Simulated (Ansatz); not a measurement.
A series in volume per atom on Au

Results calculated with Ansatz 0.2.0, not measured. Periodic Kohn-Sham DFT of a crystal at fixed atoms; pressure and stress are positive in compression; the energy is the free energy less that of spherical unpolarised free atoms; site moments are those in the method's own spheres, positive along +z.

Cell of the first row (space group P6_3/mmc, No. 194):
```
cell vectors (Å)
   2.8408     0.0000     0.0000
  -1.4204     2.4602     0.0000
   0.0000     0.0000     4.7804
atoms (fractions of the cell vectors)
Au  0.33333  0.66667  0.75000
Au  0.66667  0.33333  0.25000
```

Settings of every row: method all-electron PAW; functional LDA; relativity scalar; k mesh 14x14x8; filling fermi-dirac; smearing width 0.03 eV; nucleus gaussian.

Atom start moment: 0 on all atoms.

Limits: no spin-orbit coupling on heavy atoms.

```csv
row,volume per atom (Å³),pressure (GPa)
1,16.705,-1.304
2,17.06,-4.932
3,17.416,?
4,17.593,-9.43
5,17.771,-10.696
6,17.949,-11.881
7,18.127,-12.996
8,18.482,-15.007
9,18.837,-16.721
```

Question: what pressure should row 3 give?

Worked fit of pressure. Take u = (V_r/V)^(2/3) − 1 with V_r = 17.86 Å³ an atom, which is twice the finite (Eulerian) strain; such expansions in the strain, on which the Birch-Murnaghan equation of state is built, carry the rest volume and the bulk modulus. The shown rows have u = 0.04558, 0.03102, 0.01009, 0.00334, -0.00331, -0.00984, -0.02256, -0.03488. Least squares give pressure = −11.3085 + 179.366 × u + 771.41 × u² + 2379 × u³ GPa; a parabola predicts inner rows, each left out in turn, worse (root mean square 0.04 against 0.016 GPa). The rows lie off it by 0.001, -0.001, -0.012, 0.005, 0.013, 0.005, -0.017, 0.006 (root mean square 0.0093 GPa). The withheld row has u = 0.01692, so the fit gives −11.3085 + 179.366 × (0.01692) + 771.41 × (0.01692)² + 2379 × (0.01692)³ = -8.041 GPa.

The calculation gave -8.055 GPa. The fit lies 0.014 GPa (0.091 % of the column's range) above it; its largest miss of a shown row is 0.017 GPa.
